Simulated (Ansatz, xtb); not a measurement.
# C5H8Si2: which of two isomers lies lower

We compare X, `C#CC[SiH2]C#C[SiH3]`, a singlet, with Y, `C#C[SiH2]C#C[SiH2]C`, a singlet. Both are isolated molecules in the gas phase, relaxed with PBE0-D3(BJ)/def2-SVP; the shapes shown needn't be the lowest conformers.

X (Å):

```xyz
15

C     0.0111    3.1177    0.4250
C     0.9816    2.3959    0.3530
C     2.1097    1.4878    0.2983
C     0.3451   -0.9977    0.3045
C    -0.5789   -1.5423   -0.2861
Si    1.7322   -0.1586    1.1627
Si   -1.9700   -2.3502   -1.1696
H    -0.8449    3.7638    0.4816
H     2.9962    1.9318    0.7839
H     2.3909    1.2718   -0.7466
H     2.9414   -1.0323    1.0998
H     1.3626    0.0878    2.5848
H    -2.1146   -3.7535   -0.6855
H    -1.6894   -2.3542   -2.6344
H    -3.2297   -1.5978   -0.9037
```

Y (Å):

```xyz
15

C    -3.4740    2.6623   -0.8509
C    -2.7433    2.2318    0.0211
C    -0.6037    0.2375    0.6850
C     0.0976   -0.6679    0.2513
C     0.7130   -2.2786   -2.2538
Si   -1.6475    1.5918    1.3441
Si    1.1305   -2.0255   -0.4451
H    -4.1195    3.0419   -1.6233
H    -2.4811    1.0747    2.4655
H    -0.7756    2.6950    1.8367
H     0.8633   -3.2632    0.3471
H     2.5659   -1.6505   -0.2718
H     1.3239   -3.0886   -2.6811
H     0.9044   -1.3589   -2.8265
H    -0.3483   -2.5437   -2.3715
```

Q: Estimate which is lower in electronic energy at CCSD(T)/def2-SVP + ΔMP2/def2-TZVPP, and by roughly how much.

A: The CCSD(T)/def2-SVP + ΔMP2/def2-TZVPP calculation puts structure Y lower, by 0.621 eV.

Level by level:

```csv
level,geometry,E(Y) − E(X) (eV),departure from the last row (eV),"job, with rough time for the two"
GFN2-xTB,GFN2-xTB,+0.218,+0.839,"optimisation, 0.24 s"
HF/STO-3G,GFN2-xTB,−0.651,−0.031,"single point, 0.36 s"
r2SCAN-D4/def2-SVP,GFN2-xTB,−0.510,+0.111,"single point, 3.6 s"
PBE0-D3(BJ)/def2-SVP,PBE0-D3(BJ)/def2-SVP,−0.457,+0.164,"optimisation, 37 s"
HF/def2-SVP,PBE0-D3(BJ)/def2-SVP,−0.553,+0.068,part of the CCSD(T) run
MP2/def2-SVP,PBE0-D3(BJ)/def2-SVP,−0.527,+0.094,part of the CCSD(T) run
CCSD(T)/def2-SVP,PBE0-D3(BJ)/def2-SVP,−0.509,+0.112,single point
CCSD(T)/def2-SVP + ΔMP2/def2-TZVPP,PBE0-D3(BJ)/def2-SVP,−0.621,,"single point, 68 s"
```

As drawn, Y has 1 C–Si, 1 C–H in place of 1 C–C, 1 Si–H.

GFN2-xTB puts the two in the other order. The largest departure from CCSD(T)/def2-SVP + ΔMP2/def2-TZVPP is that of GFN2-xTB, 0.839 eV. A small imaginary or near-zero mode remains, so no thermal terms are given. The last row adds to CCSD(T) the change of the MP2 difference between the two basis sets, here −0.112 eV.

The correlated steps freeze 15 core orbitals. Run with Ansatz 0.2.0, xtb 6.7.1; the last row on 4 threads of Arm Neoverse V1 on a shared host.

Y is the more stable of these two structures, and the preference is already present at Hartree–Fock level, so it reflects the kinds of bonds present rather than a subtle correlation effect. Going from X to Y trades a C–C and a Si–H bond for a C–Si and a C–H bond. The gain from placing hydrogen on carbon rather than silicon probably outweighs the loss of the C–C bond, helped by the strong, polar bond between electropositive silicon and an electronegative sp carbon. Hyperconjugation between the Si–C bond and the alkyne in the propargylsilane X evidently doesn't compensate.

In def2-SVP, correlation slightly narrows the gap, whereas the larger basis widens it by more. The near agreement of HF/STO-3G with the final value is therefore best read as error cancellation. GFN2-xTB's reversed order probably stems from its approximate balance of bond energies, not its geometries, since r2SCAN-D4 on those same structures favours Y. The energy difference says nothing about the barrier to interconversion.
